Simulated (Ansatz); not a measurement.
## The atomisation energy (no zero-point term) down a group: C to Sn

One atom is swapped for its congeners: C5H8 (3-methylbut-1-yne) `C#CC(C)C`; C4H8Ge `C#[C][GeH]([CH3])[CH3]`; C4H8Sn `C#[C][SnH]([CH3])[CH3]`. The Si member is missing. All are singlets with charge 0.

Shapes, held fixed at every level: PBE0-D4/def2-TZVP. Programs: Ansatz 0.2.0. Values in eV.

(1) How should the atomisation energy change along the series?

## Answers

(1) At CCSD(T)/def2-TZVPP the atomisation energy falls at every step, from 54.84 to 49.28 eV. Every level shows the same order. For atoms past krypton def2 sets carry core potentials with scalar relativity. Relativity is left out for Ge unless named. Correlated rows may include outer-core shells of Ge, Sn, which these sets cover unevenly. Spin-orbit coupling, which grows down the group, is left out (summed over each molecule's free atoms 0.02, 0.13, 0.32 eV).

```
              level   C5H8  C4H8Ge  C4H8Sn
      HF/def2-TZVPP  42.14   38.72   37.09
B3LYP-D4/def2-TZVPP  56.15   51.76   50.10
 wB97X-V/def2-TZVPP  56.03   51.87   50.25
  B2PLYP/def2-TZVPP  55.69   51.43   49.73
     MP2/def2-TZVPP  55.72   51.58   49.75
 CCSD(T)/def2-TZVPP  54.84   50.94   49.28
```

The atomisation energy falls from carbon to tin at every level, with the larger drop between C5H8 and C4H8Ge. Since the ethynyl and methyl groups are retained, the decline mainly reflects the three bonds to carbon and one to hydrogen at the substituted atom. Down group 14 the valence s and p orbitals become more diffuse and differ more in radial extent, so hybridisation is less effective and overlap with carbon and hydrogen is poorer. The greater polarity of the heavier bonds only partly compensates.

Hartree-Fock recovers far too little binding, as expected when the correlation of newly formed electron pairs is missing, yet it keeps the order and most of the spread. The trend is therefore largely a mean-field bonding effect, with correlation adding a similar amount to each molecule. Spin-orbit stabilisation of the free atoms would lower the tin value most and so reinforce the order. These totals don't give individual bond dissociation energies, which also depend on how the fragments relax.
